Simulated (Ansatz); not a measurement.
# VSi: the change of pressure and energy less free atoms with volume per atom

All results are calculated (Ansatz 0.2.0). Periodic Kohn-Sham DFT of a crystal at fixed atoms; pressure and stress are positive in compression; the energy is the free energy less that of spherical unpolarised free atoms; site moments are those in the method's own spheres, positive along +z.

Cell of the first row (space group F-43m, No. 216):
```
cell vectors (Å)
   0.0000     2.7086     2.7086
   2.7086     0.0000     2.7086
   2.7086     2.7086     0.0000
atoms (fractions of the cell vectors)
V   0.00000  0.00000  0.00000
Si  0.25000  0.25000  0.25000
```

Settings of every row: method all-electron LAPW; functional PBE; relativity scalar; k mesh 11x11x11; filling fermi-dirac; smearing width 0.05 eV; basis error target 1 meV/atom; nucleus gaussian.

Atom:
```csv
element,start moment (bohr magneton)
V,1.5
Si,0
```

Limits: the cell comes from a prototype or a list of computed structures and needn't be the stable phase.

```csv
row,volume per atom (Å³),pressure (GPa),energy less free atoms (eV/atom),cell moment (bohr magneton)
1,19.872,4.983,-5.8819,0.374
2,20.495,2.277,-5.8959,0.448
3,21.129,-0.014,-5.9002,0.555
4,21.763,?,?,?
5,22.397,-3.32,-5.8861,0.846
```

Question: what pressure and energy less free atoms should row 4 give?

Worked fit of pressure. Take u = (V_r/V)^(2/3) − 1 with V_r = 20.812 Å³ an atom, which is twice the finite (Eulerian) strain; such expansions in the strain, on which the Birch-Murnaghan equation of state is built, carry the rest volume and the bulk modulus. The shown rows have u = 0.03129, 0.01029, -0.01003, -0.04775. Least squares give pressure = 1.073 + 111.974 × u + 417.84 × u² GPa; a straight line predicts inner rows, each left out in turn, worse (root mean square 0.41 against 0.015 GPa). The rows lie off it by -0.003, 0.008, -0.006, 0.001 (root mean square 0.0052 GPa). The pressure vanishes at u = -0.0100, or V = 21.13 Å³ an atom, and there the bulk modulus at fixed shape and fractions is B = −V dP/dV = (2/3)(1 + u) dP/du = 68.4 GPa. The withheld row has u = -0.02935, so the fit gives 1.073 + 111.974 × (-0.02935) + 417.84 × (-0.02935)² = -1.854 GPa.

The calculation gave -1.831 GPa. The fit lies 0.023 GPa (1.3 % of the value, 0.28 % of the column's range) below it; its largest miss of a shown row is 0.008 GPa.

Worked fit of energy less free atoms. Take u = (V_r/V)^(2/3) − 1 with V_r = 20.812 Å³ an atom, which is twice the finite (Eulerian) strain; such expansions in the strain, on which the Birch-Murnaghan equation of state is built, carry the rest volume and the bulk modulus. The shown rows have u = 0.03129, 0.01029, -0.01003, -0.04775. Least squares give energy less free atoms = −5.89914 + 0.2234 × u + 10.405 × u² eV/atom; a straight line predicts inner rows, each left out in turn, worse (root mean square 0.01 against 0.00033 eV/atom). The rows lie off it by 0.0001, -0.0002, 0.0001, 0.0000. The withheld row has u = -0.02935, so the fit gives −5.89914 + 0.2234 × (-0.02935) + 10.405 × (-0.02935)² = -5.8967 eV/atom.

The calculation gave -5.8964 eV/atom. The fit lies 0.0003 eV/atom (1.6 % of the column's range) below it; its largest miss of a shown row is 0.0002 eV/atom.

The other values of row 4: cell moment 0.71 bohr magneton.
